InAs under r2SCAN: what the four zero gaps mean

Can the band gap of compressed or expanded InAs be taken from these r2SCAN results? The gap itself is not safe to use. At its own equilibrium volume the calculation gives 0.08 eV, where measurement finds roughly 0.4 eV, and a stretch of the cell edge by only half a percent closes the gap altogether. Beyond that point the band gap column reads zero and no longer shows how far the bands have moved.

Ansatz 0.2.0, spin-unpolarised DFT with the r2SCAN functional, plane waves and PAW potentials, without spin-orbit coupling, for cubic InAs (F-43m, 2 atoms per cell) at its r2SCAN geometry and under hydrostatic strain. The plane-wave cutoff is 500 eV, the k mesh 8×8×8 and the Fermi-Dirac smearing width 0.02 eV.

```
volume (Å³/atom)  shortest distance (Å)  band gap (eV)  least direct gap (eV)
          26.012                  2.566          0.585                  0.585
          26.189                  2.572          0.547                  0.547
          26.825                  2.592          0.415                  0.415
          27.238                  2.606          0.331                  0.331
          27.654                  2.619          0.247                  0.247
          28.501                  2.645          0.081                  0.081
          29.364                  2.672          0.000                  0.000
          30.245                  2.698          0.000                  0.000
          31.144                  2.725          0.000                  0.000
          32.060                  2.751          0.000                  0.000
```

In the last four rows the calculated gap really is closed. The occupations at Γ, the centre of the Brillouin zone, show what the zeros hide. In the equilibrium cell, at 28.501 Å³/atom, three levels of equal energy lie below a single, mostly empty level. At 30.245 Å³/atom the single level is full and lies below the three, which now share four electrons instead of six. The order of the bands has turned over.

The Fermi level gives the same sign in all four zero rows: it sits 14 meV above the valence top. With Fermi smearing of width w, a level filled to two thirds lies below the Fermi level by

w ln 2 = 20 meV × 0.69 = 14 meV

Two thirds is four electrons in a triplet that can hold six. The offset itself is a product of the smearing and the coarse k mesh, not a property of InAs, but it reveals the filling.

Two limits explain the turnover. In far separated atoms the s level of indium lies below the p level of arsenic. In the compressed crystal strong bonding reverses this order, because the single level is an s-like antibonding state that is pushed up, while the triplet is a p-like bonding state that is pushed down. Stretching weakens both shifts, so the two approach each other and finally cross. Only their distance can be compared between cells, because the zero of energy differs from one cell to the next. The outputs show one level and a group of three; their s and p character is the one established for InAs. The same reasoning carries over to other crystals in which a direct gap separates an s-like antibonding state from a p-like bonding one: compression usually widens such a gap and expansion narrows it.

After the crossing the gap is zero by symmetry. The highest occupied and the lowest empty state then belong to the same partly filled triplet, and a uniform expansion keeps the crystal cubic, so nothing in this calculation splits it. Spin-orbit coupling would push two of its six states down, but the other four would then hold only two electrons, and the gap would stay zero. More stretching moves the single level further below the triplet without changing the printed gap.

A signed gap S, the energy of the single level less that of the triplet, keeps the information that the column loses. For small strains this distance changes nearly in proportion to the relative change of volume, so S should be close to linear in ln V, where V is the volume per atom. A straight line fitted to the six rows with an open gap gives, with V₀ = 28.501 Å³/atom,

S = 0.081 eV − 5.51 eV × ln(V/V₀)

Stretching the cell edge by one percent adds about three percent to the volume, and so lowers S by about 0.16 eV.

The cell at 30.245 Å³/atom was not in the fit and can test the line:

ln(30.245/28.501) = 0.0594
S = 0.081 eV − 5.51 eV × 0.0594 = −0.246 eV

The Fermi occupations of the same cell, converted back into energies, give −0.240 eV. The line therefore carries on through the crossing with an error of about 6 meV. In the two largest cells the filling confirms the inverted order, but the size of S rests on the line alone.

Taking the zeros as ordinary data does real harm. A line through all ten rows has a slope of −2.98 eV, little more than half the true response of the calculated bands. The slope should come from the open rows only. The printed output after this text gives the fit and the signed gaps.

Where does the distance from the measured gap come from? Part of it is an error of volume, since r2SCAN makes the crystal slightly too large. At a measured volume of roughly 28 Å³/atom the line gives 0.18 eV, which recovers only about 0.1 eV. This estimate is somewhat low, because the measured volume lies slightly below 28 Å³/atom and each 0.1 Å³/atom less adds 0.02 eV.

The neglect of spin-orbit coupling works the other way and hides part of the error. In InAs this coupling raises the valence top by roughly 0.13 eV. At the r2SCAN volume that would turn the small open gap into an inversion of about −0.05 eV. At the measured volume it would leave between 0.05 and 0.1 eV, still roughly 0.3 eV short of experiment.

Most of this remainder is expected to come from the semilocal treatment of exchange and correlation. The true gap includes a jump that the exchange-correlation potential makes when an electron is added to the filled bands, and a functional of this kind captures only part of that jump. In a wide-gap solid such an error makes the gap too small; here it is comparable to the gap itself, so the bands cross at too small a volume and a semiconductor can come out as a semimetal. For a dependable value the gap needs a measured anchor or a method that treats exchange beyond this level, with spin-orbit coupling included.

Printed output of the fit:

```
fit of band_gap on 6 rows (band_gap > 0): constant 0.08091 +/- 0.00021, coefficient of x -5.513 +/- 0.0035; rms 0.000221, worst 26.189 0.000319, leave-one-out rms 0.000346
  rows outside the fit (model, value, miss): 29.364 -0.08355, 0, -0.0835; 30.245 -0.2465, 0, -0.247; 31.144 -0.408, 0, -0.408; 32.06 -0.5678, 0, -0.568
Slope of gap with ln V if the zeros are wrongly used as data (eV): -2.978
Volume where singlet and triplet cross (cubic angstrom per atom): 28.92
Stretch of the cell edge from equilibrium to the crossing (percent): 0.4904
Level order behind the gap column:
     row  gap eV  signed gap from line eV  Fermi level above valence top meV  electrons in top triplet
  26.012   0.585                   0.5847                              303.3                         6
  26.189   0.547                   0.5473                              284.5                         6
  26.825   0.415                    0.415                              218.4                         6
  27.238   0.331                   0.3308                              176.3                     5.999
  27.654   0.247                   0.2472                              134.5                     5.993
  28.501   0.081                  0.08091                              53.21                     5.608
  29.364       0                 -0.08355                              14.16                     4.019
  30.245       0                  -0.2465                              13.92                     4.004
  31.144       0                   -0.408                              13.95                     4.006
   32.06       0                  -0.5678                              13.99                     4.009
Fermi level above a triplet filled to two thirds (meV): 13.86
Control, signed gap from occupations at 26.825 (eV): 0.415
Control, signed gap from occupations at 28.501 (eV): 0.08142
Test, signed gap from occupations at 30.245 (eV): -0.2404
Line less occupations at 30.245 (eV): -0.006108
Rough signed gap from the Fermi level at 29.364 (eV): -0.07827
Shortfall at the r2SCAN volume against roughly 0.4 eV (eV): 0.319
Gap from the line at the rough measured volume (eV): 0.1787
Signed gap at the r2SCAN volume with rough spin-orbit shift (eV): -0.05233
Shortfall at the rough measured volume with spin-orbit shift (eV): 0.3546
```
